Changing the volume of silicon carbide by one percent takes a pressure of about 2 GPa, and it changes the bond length by only a third of a percent. For small strains these two figures are all one needs. The table follows the wurtzite form much further, from strong compression to strong tension, with a standard density functional and the atoms at rest.

Ansatz 0.2.0, density functional theory with PBE and no dispersion correction, PAW, plane waves to 420 eV, 12×12×6 k mesh, for wurtzite SiC (4-atom cell). At each fixed volume, the cell shape and atoms are relaxed to forces below 0.01 eV/Å. Energies are relative to the elements' standard crystals in the same functional.

```
volume (relaxed cell) (Å³/atom)  c/a (relaxed cell)  shortest distance (relaxed cell) (Å)  energy over elements (eV/atom)  pressure (GPa)
                          9.242              1.6391                                 1.814                          -0.076           34.98
                          9.557              1.6397                                 1.835                          -0.134           24.21
                          9.872              1.6402                                 1.854                          -0.172           14.92
                         10.187              1.6409                                 1.874                          -0.194            6.92
                         10.817              1.6417                                 1.911                          -0.195           -5.93
                         11.132              1.6416                                 1.930                          -0.178          -11.06
                         11.552              1.6426                                 1.953                          -0.141          -16.81
```

Volumes are per atom, and a negative pressure is a pull. The crystal is at ease near 10.5 Å³. The volumes 9.872 and 11.132 Å³ lie equally far from that point on either side, yet the first needs a push of 14.9 GPa and the second a pull of only 11.1 GPa. The stretched rows describe a perfect crystal held apart evenly; a real ceramic would crack well before such tension.

Three laws for the pressure are compared below: a baseline without any lopsidedness, and two that try to explain it. Each is a formula with two constants, set by the pressures at 10.187 and 10.817 Å³, the two rows on either side of rest. The other five pressures are predictions, printed in full after this text.

(a) Suppose that each added bit of volume changes the pressure by the same amount. What pressure follows for the smallest cell, and what do the atoms do when the volume changes?

Solution. Between the two rows near rest the pressure falls by 6.92 + 5.93 = 12.85 GPa over 0.63 Å³, or 20.4 GPa per Å³. The smallest cell lies 10.187 − 9.242 = 0.945 Å³ below the first of them, so that

P = 6.92 + 20.4 × 0.945 ≈ 26 GPa.

The calculation gives 35 GPa, so the straight line is a quarter too low. An engineer who turns strain into pressure with one fixed bulk modulus makes this error. It is still about a tenth of the pressure when the volume is off by six percent, too low in compression and too high in tension.

The structure tells us where to look for the cause. Over the whole series the shortest distance, a bond between Si and C, grows by 7.7 percent, which is what the cube root of the volume requires. The ratio c/a of the cell edges changes by only 0.2 percent. The crystal therefore keeps its shape, and its bonds take up the strain.

(b) A tempting answer is that the bonds are perfect springs and that the bend is mere geometry, because volume goes as the cube of length. Does it suffice?

Solution. Let l be the bond length divided by its value at rest. The energy of a perfect spring goes as (l − 1)², and the volume goes as l³. Pressure is minus the slope of energy with volume, which gives

P = 3B₀ (1 − l)/l²,

where B₀ is the bulk modulus at rest, that is, the pressure per relative change of volume. The factor 1/l² bends the curve in the right direction: in a small cell, a given change of volume needs a larger change of bond length.

The bend is too weak, however. For the smallest cell the springs give 29.5 GPa, which is 16 percent below the calculated pressure. For the largest they give a pull of 19.1 GPa where the calculation has 16.8. In each of the five predicted rows, geometry closes only about two fifths of the gap between the straight line and the calculation. The rest has to come from an energy that is not quadratic in the bond length.

(c) Now let the bond have a law of its own. Derive the pressure from a simple picture of the covalent bond, test it on the smallest cell, and say what the agreement establishes.

Solution. Two effects compete in a covalent bond. Electrons shared between neighbours lower the energy, and in the simplest tight-binding picture, which ignores the difference between Si and C, this gain goes as 1/d², with d the bond length. The overlap of the same orbitals also costs energy, because electrons of like spin must avoid one another, and this cost goes as 1/d⁴. With the minimum at l = 1, the energy is proportional to

1/l⁴ − 2/l²,

and its slope with volume gives

P = (3/2) B₀ (1/l⁷ − 1/l⁵).

The two rows near rest fix B₀ at 213 GPa and the volume at rest at 10.5 Å³. (PBE tends to make such solids slightly too large and too soft.) For the smallest cell l³ = 9.242/10.5 = 0.880, hence 1/l⁷ = 1.347 and 1/l⁵ = 1.237. The pressure is then 1.5 × 213 × 0.110 ≈ 35 GPa, as calculated. This row had no part in setting the constants. The unrounded formula is too high there by less than one percent of the pressure, its largest miss in the series.

In this picture the reason is simple. Squeezing strengthens both effects, but the repulsion grows faster, so each further step raises the resisting force by more than the last. Stretching lets the repulsion fade first, and the bond goes soft. The calculated bulk modulus between neighbouring rows accordingly drops from 321 GPa at the compressed end to 155 GPa at the stretched end, whereas perfect springs would only go from 239 to 198 GPa.

The energies fit the same account. Squeezing the crystal from 10.187 to 9.242 Å³ costs 0.118 eV per atom; the bond law gives 0.118 and the springs 0.105. Since pressure is the slope of this very energy, the agreement is a check of consistency and not a second piece of evidence.

The numbers thus rule out the perfect spring and show a crystal that stiffens as its bonds shorten. That the stiffening comes from a covalent attraction and repulsion with these two powers of d is an argument from theory, which the fit cannot prove. The same pressure formula is known as the second-order Birch–Murnaghan equation. It can be derived from an expansion of the energy in strain, without any picture of bonds, and it also describes many solids that are not covalent. Nor is the depth of its well the energy needed to break the crystal into free atoms: the formula asks for about 16 eV per atom, while a rough recalled value is 6 to 7 eV. Part of this gap is expected within the picture itself. Its bonds are built from sp³ hybrids, and freed atoms regain several eV each on falling back to their s²p² ground state. The formula has also been tested here only for small strains. It is a law for strained bonds, not for broken ones.

Within that range it offers a rule for other solids. If the attraction goes as 1/dᵐ and the repulsion as 1/dⁿ, the same steps show that near rest the bulk modulus rises by 2 + (m + n)/3 GPa for each GPa of pressure. The powers 2 and 4 give 4 at rest and about 3.9 averaged over this series, close to the calculated average of 3.8, while perfect springs give 1. Only the sum of the powers enters the rule, so near rest the pressures test little more than a sum close to 6. An ionic picture with powers 1 and 5 gives the same 4 and is expected to fit about as well. In a crystal of noble-gas atoms the attraction is dispersion, with power 6, and the repulsion is often modelled with power 12. The rule then gives 8: such a solid starts out far softer but stiffens about twice as fast with pressure.

Numerical output:

```
Pressures in GPa:
     row  computed  linear  spring  anharmonic  miss_linear  miss_spring  miss_anharmonic
   9.242     34.98   26.19   29.46       35.24       -8.785       -5.517           0.2571
   9.557     24.21   19.77   21.46       24.31        -4.44       -2.752           0.1023
   9.872     14.92   13.34   13.96       14.95       -1.575      -0.9615          0.03324
  10.187      6.92    6.92    6.92        6.92            0   -8.882e-16                0
  10.817     -5.93   -5.93   -5.93       -5.93            0   -8.882e-16                0
  11.132    -11.06  -12.35  -11.81      -11.05       -1.295      -0.7485         0.009818
  11.552    -16.81  -20.92  -19.14      -16.79       -4.112       -2.335           0.0165
Energy above the row 10.187 in eV/atom:
     row  computed     linear     spring  anharmonic
   9.242     0.118    0.09766     0.1052      0.1179
   9.557      0.06    0.05247    0.05519     0.05967
   9.872     0.022    0.01992    0.02045      0.0213
  10.187         0          0          0           0
  10.817    -0.001  -0.001946  -0.001441  -0.0006849
  11.132     0.016    0.01603    0.01605     0.01613
  11.552     0.053    0.05964    0.05674     0.05288
Bulk modulus between a row and the row before, GPa:
     row  mid_volume  mid_pressure  computed  spring  anharmonic
   9.557       9.399         29.59     321.4   238.9         326
   9.872       9.715         19.57     286.5   231.3       288.6
  10.187       10.03         10.92     254.7   224.1       255.8
  10.817        10.5         0.495     214.2   214.2       214.2
  11.132       10.97        -8.495     178.7   204.8       178.4
  11.552       11.34        -13.93     155.3   198.1       155.1
Spread of shortest bond over cube root of volume, percent: 0.08731
Growth of shortest bond over the series, percent: 7.663
Growth of c/a over the series, percent: 0.2135
Pressure at 9.872 over tension at 11.132: 1.349
Mean rise of bulk modulus per GPa of pressure, computed: 3.816
Volume of zero pressure by the anharmonic model, A^3/atom: 10.5
Bulk modulus at zero pressure by the anharmonic model, GPa: 213.3
Energy to pull all atoms apart by the anharmonic model, eV/atom: 15.73
```
